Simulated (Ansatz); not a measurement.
**C2H5FOSi (SMILES FC1CO[SiH2]1): the vertical energy of the triplet above the singlet, rung by rung**

C2H5FOSi has 10 atoms, charge 0, and is taken as a singlet. SMILES: `FC1CO[SiH2]1`. The shape is that of a PBE0-D4/def2-TZVP optimisation.

Quantity: the vertical energy of the triplet above the singlet, in eV. The values are calculated.

```csv
level,kind,program,value (eV),CPU time (all runs)
SVWN5/def2-SVP,LDA,Ansatz,5.41,6 s
BLYP/def2-SVP,GGA,Ansatz,5.54,12 s
PBE/def2-SVP,GGA,Ansatz,5.42,12 s
PBE0/def2-SVP,global hybrid,Ansatz,6.03,18 s
wB97X/def2-SVP,range-separated hybrid,Ansatz,6.52,74 s
B2PLYP/def2-SVP,double hybrid,Ansatz,6.40,18 s
MP2/def2-SVP,perturbation theory,Ansatz,7.30,7.7 s
CCSD(T)/def2-SVP,coupled cluster or CI,Ansatz,6.72,1.8 min
```

The values span 5.41 to 7.30 eV. The coupled-cluster rows rest on a doubtful reference here (large T1 or Brueckner and Hartree–Fock orbitals at odds), and rows may lie in different states. A triplet this far above the singlet is often a Rydberg-like or dissociative state; sets without diffuse functions put Rydberg states too high. Times are those of the runs behind each value, whatever else they computed, on shared processors of several kinds: orders of magnitude only.

At this geometry the singlet lies well below the triplet at every level, as expected for a saturated ring with no π system. Without a low-lying π* orbital, the triplet has to take an electron from an oxygen lone pair or a ring σ bond and place it in a σ* or diffuse orbital. Ring strain and the polar Si–O and Si–C bonds probably make σ* orbitals with silicon character the most accessible valence acceptors, though the energies alone do not identify the state.

The three semilocal functionals fall between 5.41 and 5.54 eV, the functionals with exact exchange between 6.03 and 6.52 eV, and both wavefunction methods higher still, perhaps because exact exchange and the treatment of correlation shift the compact singlet and the more loosely bound triplet differently. The sign of the gap is therefore secure, but its size is not. Nor does a vertical gap give the energy of the relaxed triplet, which could lie much lower if a ring bond stretches or breaks.
